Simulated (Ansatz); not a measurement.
**Ligand exchange: C3H5F + C2H6F2Si2 → C3H8Si + C2H3F3Si**

Species: C3H5F (allyl fluoride) `C=CCF`, singlet; C2H6F2Si2 `C=C[Si](F)(F)[SiH3]`, singlet; C3H8Si (prop-2-enylsilane) `C=CC[SiH3]`, singlet; C2H3F3Si `C=C[Si](F)(F)F`, singlet. The partners trade F for SiH3: C–F and Si–SiH3 bonds give way to C–SiH3 and Si–F.

Shapes, held fixed at every level: PBE0-D4/def2-TZVP. Flexible molecules stand in one conformer, not always the lowest. Programs: Ansatz 0.2.0. Electronic energies: no zero-point or thermal term.

| level | kind | ΔE (kJ/mol) | less CCSD(T)/CBS estimate |
| --- | --- | --- | --- |
| HF/def2-TZVPP | Hartree–Fock | -246.2 | +2.3 |
| r2SCAN-D4/def2-TZVPP | meta-GGA | -238.4 | +10.1 |
| B3LYP-D4/def2-TZVPP | global hybrid | -231.6 | +16.9 |
| PBE0-D4/def2-TZVPP | global hybrid | -227.3 | +21.2 |
| wB97X-V/def2-TZVPP | range-separated hybrid | -232.3 | +16.2 |
| B2PLYP/def2-TZVPP | double hybrid | -241.3 | +7.2 |
| CCSD(T)/CBS estimate | coupled cluster or CI | -248.5 | 0.0 |

The highest level, CCSD(T)/CBS estimate, gives ΔE = -248.5 kJ/mol; the levels span -248.5 to -227.3. The column of differences is taken from that level and isn't an error. No measured value is set beside it here. The CBS estimate extrapolates MP2 from def2-TZVPP and def2-QZVPP and adds CCSD(T) − MP2 in the triple-zeta set, cores frozen.

The exchange is strongly exothermic at every level, and the spread between methods is small beside the reaction energy itself. The main driving force is the replacement of C–F by the much stronger Si–F bond. Silicon is more electropositive than carbon, so its bond to fluorine is more polar and gains more electrostatic stabilisation. Gathering a third fluorine on the same silicon probably helps further, through donation from fluorine lone pairs into neighbouring Si–F σ* orbitals. Trading Si–Si for C–Si should play a smaller part.

All the approximate levels underestimate the exothermicity relative to coupled cluster, PBE0-D4 the most, by 21.2 kJ/mol. Hartree–Fock comes closest, at +2.3 kJ/mol, which suggests cancellation of correlation contributions between the two sides rather than a sound description of each bond. Nor does exact exchange alone order the functionals: r2SCAN-D4, which has none, lies nearer the reference than B3LYP-D4 or PBE0-D4. The strong driving force says nothing about the barrier to direct exchange.
